If the band gap of a compressed piece of wurtzite-type silicon carbide has to be corrected for pressure, the choice is between a coefficient per gigapascal and a coefficient per unit of compression. Near zero pressure either will do, and the gap shrinks by 8 to 9 meV for each GPa. At several tens of GPa the first choice fails, because each GPa then costs only about half as much. The second choice holds far better: each time the volume shrinks by one percent of what is left, the gap loses between 17 and 20 meV, from the top of the table to the bottom.

Wurtzite-type SiC (4 atoms per cell), relaxed under hydrostatic pressure with its symmetry kept, using Ansatz 0.2.0 with PBE, scalar-relativistic plane-wave PAW, a 420 eV cutoff, a Γ-centred 12×12×6 k mesh and 0.02 eV Gaussian smearing. Changes are relative to the cell relaxed at zero pressure (a = 3.092 Å, c = 5.074 Å); band gaps are the smallest found on the k mesh.

```csv
applied pressure (GPa),volume change (%),a change (%),c change (%),band gap (eV)
-1,0.48,0.16,0.16,2.316
1,-0.47,-0.16,-0.16,2.298
4,-1.80,-0.61,-0.60,2.274
12,-4.97,-1.67,-1.71,2.218
25,-9.24,-3.15,-3.24,2.132
50,-15.56,-5.42,-5.60,1.998
90,-22.71,-8.13,-8.43,1.826
```

The table raises one question: why does each further GPa close the gap by less? The tempting answer is that the electrons respond less and less to being squeezed. Another is that the crystal itself gives way less and less. A third is that the hexagonal cell changes its proportions and so disturbs the trend.

**From −1 to 4 GPa: the slope to start from**

Over these three rows the gap falls by 8.4 meV per GPa. A pressure of 1 GPa, ten thousand bar, therefore shifts the gap by less than half a percent. It is this shift that should be carried over to a real sample of the same wurtzite type, not the gap itself, since PBE is known to give gaps that are clearly too small.

This stretch seems to test the third answer, since the ratio c/a stays the same to about 0.01 % while the loss drops from 9 to 8 meV per GPa. The test is weak, however. These relaxations stopped before the stresses were fully balanced, with 3.947 GPa along c against 4.059 GPa across it in the row at 4 GPa, so a balanced cell would be expected to have a slightly smaller c/a. From 12 GPa on the ratio falls steadily, by about 0.004 % per GPa. At that rate the change over this stretch would still be only some 0.02 %.

**Why the gap closes at all**

A simple picture of the chemical bond would predict the opposite. Shorter bonds mean stronger coupling between neighbouring atoms, which pushes bonding and antibonding levels apart. One gap of this crystal does open: the smallest direct gap, between states of the same wave vector, widens from 3.935 to 4.440 eV over the table. The output does not say at which wave vector it lies. If it lies at the edge of the zone, the opening may come from a widening valence band, whose states there sink below the top at Γ, rather than from a lifted antibonding level. Compression is therefore not driving all the bands together.

The gap in the table is an indirect one. It runs from the top of the valence band at the zone centre Γ to the bottom of the conduction band at the corner K. These two states differ in character, and compression need not move them equally. The falling gap shows that the state at K loses ground to the valence top.

Theory offers a reason, though the calculation gives no orbital picture to confirm it. Squeezing a crystal confines its electrons and tends to raise their energy, but by how much depends on where a state keeps its charge. An antibonding state with a node across the shortened bond is lifted strongly. A conduction state at the edge of the zone can keep much of its charge in the open spaces between the bonds, where it is lifted less. If it is lifted less than the valence top, the indirect gap closes even while a direct gap opens.

**From 4 to 12 GPa: the tempting answer gains some ground**

The loss per GPa has two factors. The first is the response of the gap to compression, D, which is the change of the gap per unit change of ln V, where V is the volume. The second is the compression that one GPa achieves, which is 1/B, where B is the stiffness against uniform squeezing (the bulk modulus). Hence the loss per GPa is D/B, and it can shrink because D falls or because B grows.

Down to the row at 12 GPa, both happen. The loss drops from 9 to 7 meV per GPa between the first interval and the third, while D slips from 1.9 to 1.7 eV. A reader who stopped here could credit the electrons with a good part of the slowing. Nor is the dip a matter of rounding: with all the digits of the same calculations, D still falls from 1.88 to 1.72 eV. The numbers at hand do not settle what causes it, and relaxations that stopped slightly short of perfect balance may play a part. Over so short a first interval one meV in a gap moves D by 0.1 eV, and the run at zero pressure splits that interval into halves with D = 1.84 and 1.92 eV. The next rows show whether it lasts.

**From 12 to 50 GPa: the stiffness takes over**

In the next two intervals D returns to nearly 1.9 eV and stays there, while the loss per GPa keeps falling, to 5.4 meV. Weakening electrons cannot explain that. Nor has another valley of the conduction band taken over: on the mesh of wave vectors used, the band edges stay at Γ and K in every row. What has changed is the stiffness, which has grown from about 210 GPa in the first interval to about 350 GPa between the rows at 25 and 50 GPa.

The stiffening is ordinary physics of solids. At equilibrium, the attraction that binds the atoms and the repulsion that keeps them apart balance. As the atoms approach, the repulsion outgrows the attraction ever more steeply, so each further step inward needs a larger increase in pressure than the step before. A GPa applied to an already compressed crystal therefore buys less compression, and with it less change of the gap.

The row at 50 GPa makes a fair test, as it took no part in the fit used here. A straight line in ln V, fitted to the four rows up to 12 GPa, gives a gap of 2.307 eV at the starting volume and D = 1.75 eV. At 50 GPa the volume is down by 15.56 %, so ln V has changed by ln 0.8444 = −0.169. The estimate is 2.307 − 1.75 × 0.169 = 2.01 eV, against 2.00 eV in the table.

**At 90 GPa: the explanations part**

Between 50 and 90 GPa the loss is down to 4.3 meV per GPa, about half of what it was at the start. The stiffness has meanwhile slightly more than doubled, whereas D is a few percent larger than between −1 and 4 GPa. Over the full range, then, the response measured by D is no smaller than before. At an unchanged stiffness, the D found here would mean a slightly larger loss per GPa than at the start, not a smaller one.

One could object that this verdict depends on measuring compression by ln V. Counted per percent of the starting volume, the loss rises from 18 to 24 meV. On that scale the response grows clearly. Counted per unit of density it falls instead, by 13 to 14 %, which is still far from the halving seen per GPa. The logarithm lies between these two scales and compares each step with the volume that is left.

A line in pressure, fitted to the same four rows, puts the gap at 90 GPa too low by 0.19 eV. The line in ln V puts it too high by 0.03 eV, or about 6 % of the fall from zero pressure. The second line has an advantage, as it is given the calculated volume; anyone who uses it must know how far the crystal is compressed. The full comparison is in the printed output below.

Two cautions belong to this last row. Silicon carbide is known to turn to the rocksalt structure at very high pressure, and a calculation that keeps the wurtzite symmetry cannot follow it there. The value at 90 GPa thus describes a crystal that is probably no longer stable against rocksalt. The ratio c/a has also dropped by 0.3 %, and no row separates the effect of this change from that of the volume. Any such effect on the gap is contained in D, however, and D has not fallen, so a change of shape is not needed to account for the slowing. The main conclusion does not hang on this row, since the slowing and the stiffening are already plain at 50 GPa.

**Carrying the result to a similar crystal**

For a similar semiconductor the two factors are best guessed separately. The sign and size of D depend on which states form the band edges: a direct gap may open where an indirect one closes. The bend of the curve can be expected to come largely from the stiffness, as it does here, as long as the same two states remain the edges and D stays steady.

Here the mean stiffness rises from about 210 GPa around zero pressure to about 450 GPa around 70 GPa, or by roughly 3.5 GPa for each GPa applied. It has doubled after about 210/3.5 = 60 GPa, and there the loss per GPa should be down to roughly half. A softer crystal that stiffens at a similar rate would reach that point at a lower pressure. Its gap curve would bend sooner, even if its electrons responded to compression just as steadily.

Numerical output:

```
Interval from the row before to this row:
  row  gap loss in meV per GPa  mean stiffness in GPa  gap response to ln V in eV  change of c/a in %  direct gap in eV
   -1                      n/a                    n/a                         n/a                   0             3.935
    1                        9                  210.5                       1.895                   0             3.954
    4                        8                    223                       1.784             0.01006             3.981
   12                        7                  243.8                       1.707            -0.04068             4.041
   25                    6.615                  282.8                       1.871            -0.09293             4.129
   50                     5.36                  346.4                       1.857             -0.1903             4.266
   90                      4.3                  452.1                       1.944             -0.3265              4.44
Gap loss from -1 to 4 GPa in meV per GPa: 8.4
Slowing, loss per GPa at -1 to 4 over that at 50 to 90 GPa: 1.953
Stiffening, stiffness at 50 to 90 over that at -1 to 4 GPa: 2.075
Response to ln V at 50 to 90 over that at -1 to 4 GPa: 1.062
Gap loss per percent of starting volume at -1 to 4 GPa in meV: 18.42
Gap loss per percent of starting volume at 50 to 90 GPa in meV: 24.06
Whole fall of the gap from -1 to 90 GPa in eV: 0.49
Whole rise of the direct gap from -1 to 90 GPa in eV: 0.505
fit of band_gap on 4 rows (applied_pressure < 13): constant 2.306 +/- 0.0017, coefficient of applied_pressure -0.007449 +/- 0.00026; rms 0.00182, worst 4 0.0025, leave-one-out rms 0.00633
  rows outside the fit (model, value, miss): 25 2.12, 2.132, -0.0119; 50 1.934, 1.998, -0.0642; 90 1.636, 1.826, -0.19
fit of band_gap on 4 rows (applied_pressure < 13): constant 2.307 +/- 0.00067, coefficient of lnv 1.749 +/- 0.025; rms 0.000732, worst 4 0.00093, leave-one-out rms 0.00238
  rows outside the fit (model, value, miss): 25 2.137, 2.132, 0.00513; 50 2.011, 1.998, 0.0129; 90 1.856, 1.826, 0.0302
```
